# How the charge steps of a phosphorus donor in silicon respond to a change of conditions

Our system is one phosphorus donor in silicon with three charge states. $D^+$ holds no bound electron, $D^0$ holds one and $D^-$ holds two. The question for today is this. If I change one thing, namely the temperature, the magnetic field, the surroundings, the atom, the donor density or the compensation, which way do the charge steps and the chemical potential move, and by how much? Each time I will argue first and calculate afterwards.

## Conventions and inputs

I use atomic units, $\hbar = m_e = e = 4\pi\varepsilon_0 = 1$, and write $\tau = k_BT$. Energies are in microhartree, with 1 meV $= 36.75\ \mu E_h$ and $k_B = 3.167\ \mu E_h$/K. We return to meV at the end. The zero of energy is the bulk, field-free conduction band edge.

The inputs are typical values. The first electron is bound by $E_D \approx 45.6$ meV $= 1676\ \mu E_h$, and the second by $\eta \approx 2.0$ meV $= 73.5\ \mu E_h$. With $E_0, E_1, E_2$ the energies of the centre holding zero, one and two electrons, I define
$$E = E_1 - E_0 = -E_D,\qquad U = E_2 + E_0 - 2E_1 = E_D - \eta = 1602\ \mu E_h .$$
The second electron then enters at $E + U = -\eta$. Since $\eta$ is only near 2 meV, the last digits of absolute positions are bookkeeping. Most of the shifts do not depend on $\eta$. Further typical inputs are the permittivity $\epsilon \approx 11.7$, six valleys with masses $m_t \approx 0.19$ and $m_l \approx 0.92$, and a spin $g$ factor of about 2. Where I need one isotropic mass I take $m = (m_t^2 m_l)^{1/3} = 0.321$.

## The result we will use

The centre exchanges electrons with a reservoir of chemical potential $\mu$. Put $x = e^{(\mu - E)/\tau}$ and $y = e^{-U/\tau}$. The empty state has weight 1, the singly occupied state $gx$, and the doubly occupied singlet $x^2y$. For one orbital $g = 2$, the two spin directions. I keep the letter $g$ because some changes act on it. Then $Z = 1 + gx + x^2y$, the probabilities are $p_0 = 1/Z$, $p_1 = gx/Z$, $p_2 = x^2y/Z$, and for $g = 2$
$$n = x\,\frac{\partial \ln Z}{\partial x} = \frac{2x\,(1 + xy)}{1 + 2x + x^2y}.$$
At $U = 0$ the denominator is $(1+x)^2$ and $n = 2x/(1+x)$, twice the Fermi–Dirac function. At infinite $U$, $y = 0$ and $n = 1/[1 + \tfrac12 e^{(E-\mu)/\tau}]$, the usual donor law with degeneracy factor 2.

Since $n - 1 = p_2 - p_0$, the occupancy is exactly one where $x^2y = 1$, at $\mu_1 = E + U/2 = (E_2 - E_0)/2$, whatever $g$ is. The conditions $n = 1/2$ and $n = 3/2$ give $3yx^2 + gx - 1 = 0$ and $yx^2 - gx - 3 = 0$. With $S = \sqrt{g^2 + 12y}$ the positive roots are $x = 2/(g+S)$ and $x = (g+S)/2y$. Their product is $1/y$, so the half steps lie symmetrically about $\mu_1$, at a distance
$$W = \mu_{3/2} - \mu_{1/2} = U + 2\tau\ln\frac{g + \sqrt{g^2 + 12y}}{2}.$$
For $U \gg \tau$ this gives $\mu_{1/2} = E - \tau\ln g$, $\mu_{3/2} = E + U + \tau\ln g$ and $W = U + 2\tau\ln g$, which is $U + 2\tau\ln 2$ for one orbital.

This limit is a rule for reasoning. The three charge states have grand potentials $E_0$, $E_1 - \mu - \tau\ln g$ and $E_2 - 2\mu$, and a half step lies where two neighbours cross. Whatever favours $D^0$ widens the plateau at both ends. Whatever favours the two ions equally narrows it at both ends. The centre moves only if $E_2 - E_0$ changes.

The reference state is 4.2 K, where $\tau = 13.30$ and $\tau\ln 2 = 9.22\ \mu E_h$. There $\mu_{1/2} = -1685$, $\mu_1 = -875$, $\mu_{3/2} = -64$ and $W = 1621\ \mu E_h$.

**Question.** You say single orbital. Is $U$ the Coulomb integral of the donor 1s function?

No. Take a hydrogenic donor in effective units where $E_1 = -1/2$. The Coulomb integral of the frozen 1s orbital is $5/8$, so the second electron would enter at $-1/2 + 5/8 > 0$, unbound. One optimised exponent $11/16$ for both electrons gives $E_2 = -(11/16)^2 = -0.4727$, still above $-1/2$. Chandrasekhar's function, the symmetrised product $e^{-ar_1 - br_2} + e^{-br_1 - ar_2}$, does bind. With the overlap $s = 8(ab)^{3/2}/(a+b)^3$ its energy is
$$E_2 = \frac{\tfrac{a^2+b^2}{2} - (a+b) + s^2\,(ab - a - b) + \tfrac{ab(a^2+3ab+b^2)}{(a+b)^3} + \tfrac{5}{16}(a+b)s^2}{1+s^2},$$
and the minimum is $-0.5133$ at $a = 1.039$, $b = 0.283$. The variational principle then gives a binding of at least $0.0133$, that is $\eta/E_D \ge 0.027$ in this model. One electron stays close and the other is far out. The statistics needs only the three total energies and the counts 1, 2, 1, so "single orbital" refers to the counting. For the outer electron I will use the tail $e^{-\kappa r}/r$ with $\kappa = \sqrt{2m\eta}$, which gives $1/\kappa \approx 1.5\times10^2$ bohr, or 7.7 nm, and $\langle r^2\rangle = 1/2\kappa^2$.

## First change: warm from 4.2 K to 20 K

The reasoning is entropy. Only $D^0$ carries a free spin, worth $\ln 2$, so heating favours $D^0$ over both ions. The lower step goes down, the upper step goes up by the same amount, and the centre stays. The size is about 0.7 of the change in $\tau$.

The calculation: $\Delta\tau = 50.0\ \mu E_h$, so each step moves by $\Delta\tau\ln 2 = 34.7$ and $W$ grows by $69.4\ \mu E_h$. At 20 K, $y = 1.0\times10^{-11}$, so the large-$U$ form is safe. The shift is about half of $\eta$. The upper half step now sits at $-30\ \mu E_h$, and it reaches the band edge at $\tau\ln 2 = \eta$, which is 33 K.

**Question.** Phosphorus in silicon has six 1s valley combinations. Where did five of them go?

They lie higher. Typical splittings above the nondegenerate ground orbital are 11.7 meV for three orbitals and 13.0 meV for two, or $430$ and $478\ \mu E_h$. They enter as
$$g(\tau) = 2\left[1 + 3e^{-430/\tau} + 2e^{-478/\tau}\right],$$
if I assume that $D^-$ has no further bound states. At 20 K the bracket exceeds one by $0.0044$, which moves each step by a further $0.3\ \mu E_h$, negligible beside 34.7. At 77 K it exceeds one by $0.80$, so $g = 3.59$, and the extra shift of $143\ \mu E_h$ rivals $\tau\ln 2 = 169\ \mu E_h$. There the count of two fails, although $\mu_1$ is still untouched.

## Second change: a field of 10 T at 4.2 K

The two ions have no spin, and the doublet of $D^0$ splits. A symmetric splitting always increases the sum of two Boltzmann factors, so $D^0$ gains, and the plateau widens at both ends around a fixed centre. In atomic units the Bohr magneton is $1/2$, so the spin levels shift by $\pm B/2$. Here $B = 4.254\times10^{-5}$ and $B/2 = 21.3\ \mu E_h$. In a strong field $D^0$ gains $B/2$ in energy and loses its spin entropy, a net $21.3 - 9.2 = 12.1\ \mu E_h$. In a weak field the gain is $(B/2)^2/2\tau = 17.0\ \mu E_h$ if we extrapolate. The answer should lie between.

The calculation replaces $g$ by $2\cosh\beta$ with $\beta = B/2\tau = 1.60$, so $g = 5.15$. Each step moves outward by $\tau\ln\cosh\beta = 12.6\ \mu E_h$ and $W$ grows by $25.2$. The two estimates are strict bounds, because $\beta - \ln 2 < \ln\cosh\beta < \beta^2/2$.

**Question.** The outer electron is large. Does the orbital effect of the field not matter?

It does. The first-order diamagnetic shift is $B^2\langle x_e^2 + y_e^2\rangle/8m$, where $x_e, y_e$ are the electron's coordinates across the field. For the outer tail the average is $1/3\kappa^2$ and the shift is $B^2/48m^2\eta \approx 5\ \mu E_h$. For the inner electron, as a 1s function of binding $E_D$, the average is $1/mE_D$ and the shift is $B^2/8m^2E_D \approx 1.3\ \mu E_h$. So the lower step is raised by about 1.3, the upper step by about 5, and the centre by about $3\ \mu E_h$. These are crude isotropic estimates. The signs of the spin shifts survive, but for the upper step the correction is a large fraction of 12.6. The band edge moves too. For a field along a cube axis the four transverse valleys have cyclotron mass $\sqrt{m_tm_l} = 0.418$. Their lowest Landau level, with the lower spin, lies at $B/2\sqrt{m_tm_l} - B/2 \approx 30\ \mu E_h$. That exceeds the effect we computed, so remember that my positions refer to the field-free edge.

## Third change: a metal plane 20 nm away

Let the silicon end on an ideal grounded metal at distance $d$, with no band bending. A charge $q$ attracts its image, and the energy goes as $q^2$. Both ions are lowered equally and the neutral donor is not. By the rule, the plateau narrows at both ends and the centre stays. The scale is the Coulomb energy $1/\epsilon d$ times a factor below one.

For the factor, the induced charge produces the potential $-q/2\epsilon d$ at the donor, and charging up gives half of $q$ times this. Each ion is lowered by
$$w = \frac{1}{4\epsilon d} = 56.5\ \mu E_h \quad\text{for } d = 378 \text{ bohr}.$$
Then $E = E_1 - E_0$ rises by $w$ and $E + U = E_2 - E_1$ falls by $w$. So $U$ and $W$ fall by $2w = 113\ \mu E_h$, and $U$ becomes $1489\ \mu E_h$. That is a modest change for $U$ but a large one for the second electron, whose level drops by about three quarters of $\eta$.

The size of $D^-$ is a small correction at this distance. The outer electron at height $z$ feels its own image as $-1/4\epsilon z$. Averaging gives $-w(1 + \langle\delta z^2\rangle/d^2)$ to leading order, with $\langle\delta z^2\rangle = 1/6\kappa^2$. The correction is 2.5 per cent of $w$, or $1.4\ \mu E_h$.

**Question.** And with oxide in place of metal?

The sign reverses. For a half-space of permittivity $\epsilon'$ the image energy is $+w\,q^2(\epsilon - \epsilon')/(\epsilon + \epsilon')$. A typical $\epsilon' \approx 3.9$ makes the ratio $1/2$. Both ions are raised by $28.3\ \mu E_h$, the steps move outward by that amount, and $W$ grows by $56.5\ \mu E_h$.

**Question.** Could the metal make $U$ negative?

Not within this estimate. $2w = U$ needs $d = 1/2\epsilon U = 27$ bohr. The inner radius $1/\sqrt{2mE_D}$ is 30 bohr, so the point-charge picture has failed long before.

## Fourth change: bismuth for phosphorus

Bismuth binds the first electron more strongly, with a typical $E_D \approx 71.0$ meV $= 2609\ \mu E_h$. The lower step must follow this level down in full. The upper step depends on $\eta$, for which I have no input, so I take two limiting assumptions. In the first, the extra binding comes from the central cell, which the outer electron hardly visits, and $\eta$ stays. In the second, the hydrogenic scaling of the first question holds and $\eta \propto E_D$. These are plausible extremes and no rigorous bounds. Either way the lower step falls by a large amount, the upper step by little or nothing, and the centre by about half the change of $E_D$.

The numbers: $E_D$ grows by $933\ \mu E_h$. Under scaling $\eta$ becomes $114\ \mu E_h$, an increase of $41$. So $\mu_{1/2}$ falls by $933$, $\mu_{3/2}$ by between nothing and $41$, and $\mu_1$ by $467$ to $487$, while $W$ grows by $933$ to $892\ \mu E_h$. This is the first change that moves the centre at leading order, because it alters $E_2 - E_0$.

## The bulk: who sets $\mu$?

So far a contact or gate fixed $\mu$. In a neutral crystal with $N_D$ donors, $N_A$ ionised acceptors and $n_c$ free electrons per volume,
$$N_D\,(p_0 - p_2) = n_c + N_A .$$
The right side is positive, so $n < 1$ and $\mu < \mu_1$ always. A neutral bulk crystal of isolated donors never reaches the upper half of the plateau. For $\mu$ far below the band, $n_c = N_c e^{\mu/\tau}$ with $N_c = 12\,(m\tau/2\pi)^{3/2}$, for six valleys and two spins. At 10 K, $\tau = 31.67\ \mu E_h$ and $N_c = 2.47\times10^{-8}$ bohr$^{-3}$, which is $1.67\times10^{17}$ cm$^{-3}$.

On the plateau $p_1 \approx 1$, $p_0 \approx 1/2x$ and $p_2 \approx xy/2 = \tfrac12 e^{(\mu+\eta)/\tau}$. The ratio of $D^-$ ions to free electrons is therefore independent of $\mu$:
$$r = \frac{N_D\,p_2}{n_c} = \frac{N_D}{2N_c}\,e^{\eta/\tau}.$$

## Fifth change: ten times the donors, at 10 K, no acceptors

Go from $10^{15}$ to $10^{16}$ cm$^{-3}$. At infinite $U$, neutrality reads $N_D/2x = n_c$. The left side falls as $e^{-\mu/\tau}$ and the right side rises as $e^{\mu/\tau}$, so a factor ten raises $\mu$ by $(\tau/2)\ln 10 = 36.5\ \mu E_h$. With finite $U$ the added donors are also traps for released electrons, and $\mu$ has the ceiling $\mu_1$. So $\mu$ still rises, but by less, and the shortfall should be of order $\tau r/2$.

To calculate, write neutrality as $p_0 = p_2(1 + 1/r)$. This gives $x^2y = r/(1+r)$, or
$$\mu = \mu_1 - \frac{\tau}{2}\ln\left(1 + \frac1r\right) = \mu_\infty - \frac{\tau}{2}\ln(1 + r),$$
where $\mu_\infty = -E_D/2 + (\tau/2)\ln(N_D/2N_c)$ is the infinite-$U$ result. With $e^{\eta/\tau} = 10.2$, $r$ goes from $0.030$ to $0.30$. The $D^-$ term lowers $\mu$ by $0.48$ and by $4.2\ \mu E_h$. So $\mu$ goes from $-930$ to $-898\ \mu E_h$, a rise of $32.7$ in place of 36.5. The free-electron density grows by a factor $2.81$ in place of $\sqrt{10} = 3.16$. At the higher density the spacing $N_D^{-1/3} = 46$ nm is about 6 tail lengths $1/\kappa$. Much beyond this the $D^-$ states overlap into the upper Hubbard band and the isolated centre is no longer the right model.

**Question.** When does $D^-$ take over from the band?

When $r$ passes one. For $10^{15}$ cm$^{-3}$ that happens at 4.9 K, and at 4.2 K $r = 2.8$. As $T \to 0$, $r$ diverges and $\mu \to \mu_1 = -(E_D + \eta)/2$, which is $\eta/2$ below the limit $-E_D/2$ of the infinite-$U$ law. Note the sensitivity to $\eta$. The scaled value for bismuth would multiply $r$ by $3.6$ at 10 K.

## Sixth change: add acceptors, $K = N_A/N_D = 10^{-3}$

Stay at 10 K and $10^{15}$ cm$^{-3}$. The plateau is very flat. For $g = 2$ its slope at the centre is $\tau\,dn/d\mu = 1/(1 + e^{U/2\tau})$. Removing one electron per thousand donors therefore cannot be absorbed near the centre, and $\mu$ must fall to the shoulder of the lower step. The sign is negative and the size is a sizeable part of $U/2$. Without acceptors $p_0 = 3.0\times10^{-11}$. It has to reach $10^{-3}$, and each factor $e$ costs one $\tau$, so we expect about 17 units of $\tau$.

In the calculation $p_2$ and $n_c$ drop out and $p_0 = 1/(1 + 2x) = K$. Then
$$\mu = E + \tau\ln\frac{1-K}{2K} = -1676 + 197 = -1479\ \mu E_h,$$
a shift of $-549\ \mu E_h$. Both $p_2$ and $n_c$ are proportional to $x$ and fall by a factor $3.3\times10^{7}$, while $r$ stays as it was.

**Question.** The empty donors will sit next to the acceptors. Is that in your formula?

It is not, but at 10 K the correction is small on the scale of $\tau$. A negative acceptor raises the level of a donor at distance $N_D^{-1/3} = 100$ nm by $\epsilon^{-1}N_D^{1/3} \approx 45\ \mu E_h$, more than $\tau$. But each vacancy has about $1/K$ ordinary donors to choose from, so such a donor is empty only with probability $Ke^{45/31.67} \approx 0.4$ per cent. To be empty more often than not it must be raised by $\tau\ln(1/K) = 219\ \mu E_h$, which needs a distance below 21 nm, and only 4 per cent of the acceptors have a donor that close. Let $\lambda = 1/\epsilon\tau = 143$ nm be the distance at which the Coulomb energy equals $\tau$. The fraction of vacancies held within $\lambda$ of an acceptor is
$$f \approx N_D\int_0^\lambda \frac{4\pi R^2\,dR}{1 + \frac{1-K}{K}\,e^{-\lambda/R}} = 0.11 .$$
Fewer vacancies are left for the ordinary donors, which lifts $\mu$ by $-\tau\ln(1-f) \approx 4\ \mu E_h$. Debye–Hückel screening by the mobile vacancies, with $k_D^2 = 4\pi N_A\lambda$, adds an amount of order $k_D/2\epsilon \approx 3\ \mu E_h$. The rough total is $7\ \mu E_h$, or $0.2\,\tau$, and the shift should be read as about $-0.54\times10^{3}\ \mu E_h$. Only below about 2 K, where $\tau\ln(1/K)$ drops under $45\ \mu E_h$, do most vacancies bind to acceptors and lift $\mu$ by the full Coulomb scale.

**Question.** Then the fifth case never occurs in a real crystal?

In dark equilibrium at 10 K it needs $K$ well below $3\times10^{-11}$, so it is an idealisation. What survives is $r$. If light supplies electrons, most donors are neutral, and the band and the shallow $D^-$ level share one quasi-Fermi level, then $r$ still divides the extra electrons between the two.

## The results in meV

The reference at 4.2 K is $\mu_{1/2} = -45.9$, $\mu_1 = -23.8$, $\mu_{3/2} = -1.7$ and $W = 44.1$ meV. The shifts for a centre with externally set $\mu$ are these.

| Change | $\Delta\mu_{1/2}$ | $\Delta\mu_1$ | $\Delta\mu_{3/2}$ | $\Delta W$ |
|---|---|---|---|---|
| 4.2 K to 20 K | $-0.94$ | $0$ | $+0.94$ | $+1.89$ |
| 10 T, spin part | $-0.34$ | $0$ | $+0.34$ | $+0.68$ |
| metal at 20 nm | $+1.54$ | $0$ | $-1.54$ | $-3.08$ |
| oxide at 20 nm | $-0.77$ | $0$ | $+0.77$ | $+1.54$ |
| Bi, $\eta$ fixed | $-25.4$ | $-12.7$ | $0$ | $+25.4$ |
| Bi, $\eta \propto E_D$ | $-25.4$ | $-13.3$ | $-1.1$ | $+24.3$ |

The field row omits the diamagnetic shifts, roughly $+0.04$ meV on the lower step and $+0.14$ meV on the upper. In the neutral bulk at 10 K, ten times the donors raise $\mu$ by $0.89$ meV, where infinite $U$ gives $0.99$ meV. A compensation of $10^{-3}$ shifts $\mu$ by about $-15$ meV, with a Coulomb correction of roughly $+0.2$ meV.